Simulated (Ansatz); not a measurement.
## AlSiNH6O: which of these isomers lies lowest?

2 of its isomers, all singlets with charge 0: A = `[NH2][Al]([OH])[SiH3]`; B = `[OH][AlH][NH][SiH3]`.

Shapes, held fixed at every level: PBE0-D4/def2-TZVP. Flexible molecules stand in one conformer, not always the lowest. Programs: Ansatz 0.2.0.

A:

```xyz
10

N    -0.6612    1.1196   -1.5921
Al    0.3822    0.1422   -0.5619
O     1.9406   -0.1763   -1.1593
Si   -0.4116   -0.6871    1.5982
H    -0.4004    1.4932   -2.4906
H    -1.6049    1.3817   -1.3603
H     2.5939   -0.6931   -0.6930
H    -0.3703   -2.1767    1.6637
H    -1.8157   -0.2699    1.8759
H     0.4307   -0.1848    2.7223
```

B:

```xyz
10

O    -1.7059    0.4179   -1.3823
Al   -0.3150    1.2164   -0.8397
N     0.7211    0.3453    0.3092
Si    0.5641   -1.2299    1.0002
H    -2.3271    0.7974   -2.0001
H     0.0710    2.6714   -1.3149
H     1.5429    0.8523    0.6129
H    -0.6763   -1.8433    0.4672
H     0.4833   -1.1769    2.4879
H     1.7252   -2.1018    0.6623
```

Electronic energies in kJ/mol, without zero-point or thermal terms.

```tsv
level	kind	B − A
HF/def2-SVP	Hartree–Fock	-58.0
BHLYP-D4/def2-TZVPP	global hybrid	-51.7
r2SCAN0-D4/def2-TZVPP	global hybrid	-41.9
wB97M-V/def2-TZVPP	range-separated hybrid	-49.6
wB97X-V/def2-TZVPP	range-separated hybrid	-43.5
B2PLYP/def2-TZVPP	double hybrid	-46.8
CCSD(T)/CBS estimate	coupled cluster or CI	-44.5
```

The highest level, CCSD(T)/CBS estimate, puts B lowest of these. All levels agree on that. The B − A difference spans -58.0 to -41.9 kJ/mol over the levels. The CBS estimate extrapolates MP2 from def2-TZVPP and def2-QZVPP and adds CCSD(T) − MP2 in the triple-zeta set, cores frozen.

Isomer B is clearly favoured over A, by 44.5 kJ/mol at the coupled-cluster level, and the preference is far larger than the disagreement among the correlated methods. Both isomers keep the Al–O and Al–N links, so the comparison amounts to exchanging an Al–Si and an N–H bond for an Al–H and a Si–N bond. Giving up N–H for Al–H is unfavourable in itself, but replacing the weak, nearly nonpolar Al–Si bond with a strong, polar Si–N bond more than compensates. Silicon thus gains an electronegative partner, while nitrogen can still donate its lone pair towards the formally empty p orbital on aluminium.

Hartree–Fock exaggerates the preference, which suggests that correlation stabilises A somewhat more than B, although the small basis may also contribute. The energies support a thermodynamic preference for B within this pair, but they don't show that it is the global minimum: isomers with a Si–O bond, also strong and polar, would be obvious competitors.
